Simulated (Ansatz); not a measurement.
## BiTe: the change of pressure and energy less free atoms with volume scale

All results are calculated (Ansatz 0.2.0). Periodic Kohn-Sham DFT of a crystal at fixed atoms, scaled to volume_scale times the given cell; pressure positive in compression, energy less spherical unpolarised free atoms, largest_vzz the field gradient of largest size among the nuclei.

The cell before it is scaled or strained (space group Fm-3m, No. 225):
```
CELL_PARAMETERS angstrom
0.00000 3.23500 3.23500
3.23500 0.00000 3.23500
3.23500 3.23500 0.00000
ATOMIC_POSITIONS crystal
Bi 0.00000 0.00000 0.00000
Te 0.50000 0.50000 0.50000
```

Settings of every row: method all-electron LAPW; functional PBE; relativity scalar; k mesh 10x10x10; filling fermi-dirac; smearing width 0.03 eV; basis error target 0.25 meV/atom; nucleus gaussian.

Atom start moment: 0 on all atoms.

Limits: no spin-orbit coupling on heavy atoms.

| row | volume scale | V (Å³/atom) | pressure (GPa) | energy less free atoms (eV/atom) |
| --- | --- | --- | --- | --- |
| 1 | 0.9405 | 31.841 | 4.351 | -3.5407 |
| 2 | 0.98 | 33.178 | 1.88 | -3.5663 |
| 3 | 1 | 33.855 | 0.813 | -3.572 |
| 4 | 1.02 | 34.532 | -0.146 | -3.5734 |
| 5 | 1.06 | 35.886 | ? | ? |

Question: what pressure and energy less free atoms should row 5 give?

Worked fit of pressure. Take u = (V_r/V)^(2/3) − 1 with V_r = 33.516 Å³ an atom, which is twice the finite (Eulerian) strain; such expansions in the strain, on which the Birch-Murnaghan equation of state is built, carry the rest volume and the bulk modulus. The shown rows have u = 0.03477, 0.00678, -0.00669, -0.01971. Least squares give pressure = 1.333 + 79.284 × u + 216.03 × u² GPa; a straight line predicts inner rows, each left out in turn, worse (root mean square 0.098 against 0.0014 GPa). The rows lie off it by 0.000, 0.000, 0.001, 0.000. The pressure vanishes at u = -0.0177, or V = 34.42 Å³ an atom, and there the bulk modulus at fixed shape and fractions is B = −V dP/dV = (2/3)(1 + u) dP/du = 46.9 GPa. The withheld row has u = -0.04453, so the fit gives 1.333 + 79.284 × (-0.04453) + 216.03 × (-0.04453)² = -1.769 GPa.

The calculation gave -1.78 GPa. The fit lies 0.011 GPa (0.18 % of the column's range) above it; its largest miss of a shown row is 0.001 GPa. This row lies beyond the range of the fit.

Worked fit of energy less free atoms. Take u = (V_r/V)^(2/3) − 1 with V_r = 33.516 Å³ an atom, which is twice the finite (Eulerian) strain; such expansions in the strain, on which the Birch-Murnaghan equation of state is built, carry the rest volume and the bulk modulus. The shown rows have u = 0.03477, 0.00678, -0.00669, -0.01971. Least squares give energy less free atoms = −3.56971 + 0.4215 × u + 11.872 × u² eV/atom; a straight line predicts inner rows, each left out in turn, worse (root mean square 0.0054 against 9.9e-06 eV/atom). All shown rows lie on it to the printed digit. Its lowest point lies at u = -0.0178, or V = 34.43 Å³ an atom, and the curvature there gives the bulk modulus at fixed shape and fractions, B = (4/9)(1 + u)² E″(u)/V = 47.4 GPa. The withheld row has u = -0.04453, so the fit gives −3.56971 + 0.4215 × (-0.04453) + 11.872 × (-0.04453)² = -3.5649 eV/atom.

The calculation gave -3.565 eV/atom. The fit lies 0.0001 eV/atom (0.31 % of the column's range) above it, one unit of the last digit. This row lies beyond the range of the fit.
